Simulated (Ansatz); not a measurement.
Abstraction of Cl: CHBrCl2 + Si(CH3)2Cl → CHBrCl + Si(CH3)2Cl2

Species: CHBrCl2 `ClC(Cl)Br`, singlet; Si(CH3)2Cl, doublet; CHBrCl `Cl[CH]Br`, doublet; Si(CH3)2Cl2, singlet. A radical takes Cl: the energy is the difference in strength between the C–Cl bond broken and the Si–Cl bond made.

Shapes, held fixed at every level: PBE0-D4/def2-TZVP. Programs: Ansatz 0.2.0. The zero-point and thermal change to 298 K, harmonic and unscaled (PBE0-D4/def2-TZVP), is -2.8 kJ/mol.

Q: Estimate ΔH(298 K) of this reaction.

A: The highest level, CCSD(T)/def2-TZVPP, gives ΔH(298 K) = -171.9 kJ/mol; the levels span -177.8 to -153.5. The column of differences is taken from that level and isn't an error. No measured value is set beside it here. Open shells run unrestricted unless RO is named. Relativity is left out for Br unless named. Correlated rows may include outer-core shells of Br, which these sets cover unevenly. Times are processor times on shared x86 and Arm servers, and rough.

```tsv
level	kind	ΔH(298 K) (kJ/mol)	less CCSD(T)/def2-TZVPP	CPU time (sum over the molecules)
SPW92/def2-TZVPP	LDA	-153.5	+18.4	21 s
r2SCAN-D4/def2-TZVPP	meta-GGA	-177.8	-5.9	73 s
B3LYP-D4/def2-TZVPP	global hybrid	-172.6	-0.7	74 s
MP2/def2-TZVPP	perturbation theory	-163.4	+8.5	–
CCSD(T)/def2-SVP	coupled cluster or CI	-168.9	+3.0	60 s
CCSD/def2-TZVPP	coupled cluster or CI	-176.9	-5.0	–
CCSD(T)/def2-TZVPP	coupled cluster or CI	-171.9	0.0	40 min
```

Chlorine transfer from carbon to silicon is strongly exothermic at every level, with CCSD(T)/def2-TZVPP giving -171.9 kJ/mol. The driving force is the stronger Si–Cl bond. Silicon is more electropositive than carbon, so the bond gains a large ionic contribution, probably helped by donation from chlorine lone pairs into σ* orbitals on silicon. On the other side, the C–Cl bond is weakened because the carbon radical left behind is stabilised by delocalisation of its unpaired electron onto the remaining Br and Cl.

The sign and rough size of the reaction enthalpy are therefore secure, but its last few kJ/mol are not: enlarging the basis makes the CCSD(T) value more negative, while adding triples to CCSD makes it less so. The close match of B3LYP-D4 may owe something to cancellation of errors and doesn't establish similar accuracy for related abstractions. Nor does the exothermicity show that Cl is the atom taken in practice, since the weaker C–Br bond offers the silyl radical a competing and usually faster route.
